## Five Fermi sheets of hexagonal iridium: order and share of the current

In a metal some energy bands are only partly filled. Each such band has a surface in the space of electron wave vectors that divides its filled states from its empty ones, and this surface is one sheet of the Fermi surface. Only electrons at these sheets can respond to a small voltage. Iridium in the hexagonal close-packed structure has five of them in the present density-functional calculation, which leaves out spin-orbit coupling. Two questions are asked of them: which sheet belongs to which band, and which sheets carry the current.

Hexagonal close-packed iridium at the given, unrelaxed geometry, computed with Ansatz 0.2.0 using scalar-relativistic LDA, plane waves and PAW (cutoff 420 eV), without spin polarisation or spin-orbit coupling. The density used an 18×18×10 k mesh and Gaussian smearing of 0.05 eV, the sheets a 30×30×16 mesh. Band energies are relative to the Fermi level. Candidates: 5, 1, 2, 3, 4.

| row | sheet dos (states/eV/cell) | sheet filled share | sheet mean speed (1e5 m/s) | sheet bottom (eV) | sheet top (eV) |
| --- | --- | --- | --- | --- | --- |
| A | 1.140 | 0.593 | 5.270 | -2.643 | 0.935 |
| B | 0.466 | 0.062 | 4.204 | -0.458 | 6.945 |
| C | 0.406 | 0.397 | 7.833 | -2.286 | 1.101 |
| D | 0.095 | 0.012 | 4.622 | -0.458 | 6.945 |
| E | 0.267 | 0.936 | 7.033 | -3.797 | 0.679 |

The candidates are numbered from 1, the lowest band that crosses the Fermi level, to 5, the highest. "Sheet bottom" and "sheet top" are the lowest and highest energies of the whole band, measured from the Fermi level. "Sheet filled share" is the fraction of the band's states that are occupied. "Sheet dos" is the density of states that the sheet supplies at the Fermi level, and "sheet mean speed" is the average speed of the electrons there. The levels behind the sheets were computed on a denser k mesh than the self-consistent density.

### Ordering the sheets

Bands are numbered by energy at every wave vector separately, so a higher band never lies below a lower one. At the wave vector where the higher band has its minimum, the lower band is at the same energy or deeper. The bottom of a band therefore can only rise or stay equal as the number increases, and the same argument holds for the top. It also holds for the filling: wherever the higher band is occupied, the lower one is occupied too.

The band edges settle three of the five rows. Row E has the deepest bottom and the lowest top, so it is sheet 1. Row A follows on both counts and row C comes next, which makes them sheets 2 and 3. Their closest edges, the two tops, are 0.17 eV apart, while the two sets of band edges given by the calculation differ from each other by no more than about 0.02 eV.

Rows B and D remain tied, because they have the same bottom and the same top. The tie comes from the crystal structure. In the hexagonal close-packed lattice a screw axis, a half-turn combined with a shift of half a cell, acts together with time-reversal symmetry and makes bands stick together in pairs on the top face of the Brillouin zone, as long as spin-orbit coupling is left out. The computed levels show that these two bands have their common bottom at the centre of that face and their common top at its corners.

Away from the face the two bands separate at most wave vectors, and the filled share records this. Row B is filled to 6% and row D to only 1%, so B is the lower band and D the higher. This makes B sheet 4 and D sheet 5. All five assignments are then sure within this calculation; with the edges alone, B and D would have stayed ambiguous.

The rows with their labels:

| row | sheet dos (states/eV/cell) | sheet spin | sheet filled share | sheet mean speed (1e5 m/s) | sheet bottom (eV) | sheet top (eV) |
| --- | --- | --- | --- | --- | --- | --- |
| 1 | 0.267 | both | 0.936 | 7.033 | -3.797 | 0.679 |
| 2 | 1.140 | both | 0.593 | 5.270 | -2.643 | 0.935 |
| 3 | 0.406 | both | 0.397 | 7.833 | -2.286 | 1.101 |
| 4 | 0.466 | both | 0.062 | 4.204 | -0.458 | 6.945 |
| 5 | 0.095 | both | 0.012 | 4.622 | -0.458 | 6.945 |

The density of states and the mean speed both rise and fall along the labelled series. They describe the size and steepness of a band at one energy, and no ordering rule applies to them. They are the quantities that matter for the current.

### Nearly full and nearly empty bands

The five filled shares add up to two full bands. Sheets 1 and 2 belong to bands that are more than half full, and together they lack 0.94 electrons per cell. The bands of sheets 3 to 5 hold exactly this amount. The metal is thus compensated: it has as many empty places in the lower two bands as electrons in the upper three.

This balance follows from counting. Without magnetism each full band takes two electrons per cell, so an even number of electrons could fill a whole number of bands. Where bands overlap in energy, every electron found in an upper band has left a hole in a lower one. A hexagonal close-packed element has two atoms per cell and so always an even number of electrons, which means that the same balance holds for its nonmagnetic neighbours in this structure.

### Many states or much current

A sheet supplies many states at the Fermi level if it is large or if its electrons are slow. A slow electron belongs to a flat band, and a flat band packs many states into a small interval of energy. Sheets 1 and 4 show the effect of speed well, because their areas differ by only 4%. The electrons of sheet 4 have 0.60 times the speed of those of sheet 1, and the sheet has 1.75 times the density of states.

For the current, speed works in the opposite direction. A fast electron carries its charge further in a given time. It also gains energy from the field at a higher rate, so that the field shifts the occupation of fast states more strongly. Speed therefore enters twice, and the contribution of sheet $i$ to the conductivity, averaged over directions, is

$$\sigma_i \propto N_i\,\overline{v_i^2}\,\tau ,$$

where $N_i$ is its density of states, $\overline{v_i^2}$ the mean squared speed of its electrons and $\tau$ the time between scattering events. Two simplifications turn this into an estimate from the table: $\tau$ is taken as equal for all sheets, and the square of the mean speed replaces the mean square.

For sheet 3 the product, in the units of the table, is

$$0.406 \times 7.833^2 = 24.9 .$$

The products of sheets 1 to 5 add up to

$$13.2 + 31.7 + 24.9 + 8.2 + 2.0 = 80.0 ,$$

so sheet 3 carries $24.9/80.0$, or about 31% of the current. It does so with only 17% of the states at the Fermi level, because its electrons are on average the fastest.

Sheet 2 contributes about 40%, and the two sheets together some 70%. They arrive there by different routes: sheet 2 has by far the largest area, while sheet 3 joins a fair area to high speed. Sheet 4 is the opposite case, with a fifth of the states but only a tenth of the current. Since the density of states goes as area divided by speed, the current goes as area times speed, and this product is the quantity to compare when another metal's sheets are to be ranked.

### How far the estimate holds

The same calculation also gives the Drude tensor, which measures how strongly all sheets together respond to a field before scattering is considered. The estimate can be converted into the sum of its three principal values; the printed analysis below gives both numbers. The estimate comes out 4% above the computed sum.

The agreement is close, but its sign is a warning. The square of an average is never larger than the average of the squares, so the estimate should lie below the computed value. Speeds vary by a factor of about two to three within each sheet, which should make the shortfall noticeable. The two quantities may have been integrated with different numerical accuracy, but the outputs do not show the cause. The comparison supports the overall scale and leaves the division among the sheets unchecked, so the shares are best read as "about two fifths" and "about three tenths".

The common scattering time is a further assumption. Impurities, crystal defects and lattice vibrations may scatter the electrons of one sheet more than those of another. The shares then shift, even though areas and speeds stay as they are. The ranking thus describes what the bands offer, and a measured resistivity also contains what scattering takes away.

Spin-orbit coupling is strong in the 5d states of iridium and would alter the sheets themselves. It can separate bands that touch here. On the top face the bands of sheets 2 and 3 form one touching pair and those of sheets 4 and 5 another, and both pairs cross the Fermi level there. Spin-orbit coupling would split them over most of the face, though the partners stay joined along the lines from its centre to the midpoints of its edges. The bands of sheets 1 and 2 also touch at the zone corner K, only 0.06 eV below the Fermi level, so the shape of these two sheets is uncertain near that point as well. The rule that orders the bands would survive such changes, but the filled shares and speeds would not stay exactly the same.

The crystal is also stretched relative to the size that this functional prefers, with a computed tension of about 18 GPa. Larger distances between atoms generally weaken the overlap of their orbitals and flatten the bands, so the speeds are probably somewhat low. Ordinary iridium, moreover, is face-centred cubic. Its measured Fermi surface belongs to a different arrangement of atoms and is no direct test of the five sheets described here.

The analysis program printed:

```
Change from the next lower sheet:
  row  bottom (eV)  top (eV)  filled share
    2        1.154     0.256        -0.343
    3        0.357     0.166        -0.196
    4        1.828     5.844        -0.335
    5            0         0         -0.05
Sum of the filled shares (full bands): 2
Electrons in the cell from 15 full bands and these sheets: 34
Holes in sheets 1 and 2, both spins (per cell): 0.942
Electrons in sheets 3 to 5, both spins (per cell): 0.942
Total density of states (states/eV/cell): 2.374
Area of sheet 4 over area of sheet 1: 1.042
Mean speed of sheet 4 over that of sheet 1: 0.5978
Density of states of sheet 4 over that of sheet 1: 1.745
Shares of the whole in percent:
  row  Fermi area  density of states  estimated current
    1       13.96              11.25               16.5
    2       44.63              48.02              39.55
    3        23.6               17.1              31.12
    4       14.54              19.63              10.29
    5       3.265              4.002              2.535
Estimated current share of sheets 2 and 3 together (percent): 70.68
Current share over state share, sheet 3: 1.82
Drude trace estimated from the mean speeds (eV^2): 214.5
Drude trace of the calculation (eV^2): 207
Estimate above the calculated trace (percent): 3.581
```
